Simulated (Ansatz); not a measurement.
## CdF2: the change of phonon heat capacity and phonon entropy with temperature

Results calculated with Ansatz 0.2.0, not measured. Plane-wave density functional theory, PAW datasets, Gaussian smearing 0.05 eV: harmonic lattice thermodynamics at fixed volume from displacements in the supercell given; kB is Boltzmann's constant.

Structure of every row (space group Fm-3m, No. 225):
```
cell vectors (Å)
   0.0000     2.6941     2.6941
   2.6941     0.0000     2.6941
   2.6941     2.6941     0.0000
atoms (fractions of the cell vectors)
Cd  0.00000  0.00000  0.00000
F   0.25000  0.25000  0.25000
F   0.75000  0.75000  0.75000
```

Settings of every row: paw set soft_2; functional r2SCAN; spin treatment none; moment partition spheres; spin axis none; wave cutoff 500 eV; SCF start atoms; lower state search light; symmetry use detected; k mesh of unit cell 8x8x8; supercell 2x2x2.

Atom first moment, atom hubbard u: 0 on all atoms.

| row | temperature (K) | phonon heat capacity (kB per atom) | phonon entropy (kB per atom) | phonon free energy (meV per atom) |
| --- | --- | --- | --- | --- |
| 1 | 200 | 2.371 | 2.275 | 25.11 |
| 2 | 300 | 2.684 | 3.306 | 0.86 |
| 3 | 400 | 2.814 | 4.098 | -31.18 |
| 4 | 500 | 2.878 | 4.734 | -69.33 |
| 5 | 600 | 2.914 | 5.262 | -112.46 |
| 6 | 700 | 2.937 | 5.713 | -159.8 |
| 7 | 800 | 2.951 | 6.106 | -210.76 |
| 8 | 900 | ? | ? | ? |
| 9 | 1000 | 2.969 | 6.767 | -321.9 |

Question: what phonon heat capacity and phonon entropy should row 8 give?

Worked fit of phonon heat capacity. At high temperature a harmonic heat capacity falls short of its limit by a term in 1/T², so take t = (100 K / T)². The shown rows have t = 0.25, 0.11111, 0.0625, 0.04, 0.02778, 0.02041, 0.01562, 0.01. Least squares give phonon heat capacity = 2.999 − 3.1039 × t + 2.368 × t² kB per atom; a straight line predicts inner rows, each left out in turn, worse (root mean square 0.013 against 0.00087 kB per atom). The rows lie off it by 0.000, 0.001, 0.000, -0.001, -0.001, 0.000, 0.000, 0.001. The constant, 2.999 kB per atom, is to be held against the harmonic limit of 3 k_B an atom. The withheld row has t = 0.01235, so the fit gives 2.999 − 3.1039 × (0.01235) + 2.368 × (0.01235)² = 2.961 kB per atom.

The calculation gave 2.961 kB per atom. The fit meets it to the printed digit.

Worked fit of phonon entropy. Entropy rises as the heat capacity times the change of ln T, so take t = ln(T / 300 K). The shown rows have t = -0.4055, 0, 0.2877, 0.5108, 0.6931, 0.8473, 0.9808, 1.204. Least squares give phonon entropy = 3.3223 + 2.67232 × t + 0.1645 × t² kB per atom; a straight line predicts inner rows, each left out in turn, worse (root mean square 0.037 against 0.012 kB per atom). The rows lie off it by 0.009, -0.016, -0.007, 0.004, 0.008, 0.008, 0.004, -0.011 (root mean square 0.0091 kB per atom), a smooth pattern that one more power would take up: the form is only approximate. The slope at t = 0, 2.67 kB per atom, estimates the heat capacity at 300 K. The withheld row has t = 1.0986, so the fit gives 3.3223 + 2.67232 × (1.0986) + 0.1645 × (1.0986)² = 6.457 kB per atom.

The calculation gave 6.455 kB per atom. The fit lies 0.002 kB per atom (0.045 % of the column's range) above it; its largest miss of a shown row is 0.016 kB per atom.

The other values of row 8: phonon free energy -264.91 meV per atom.
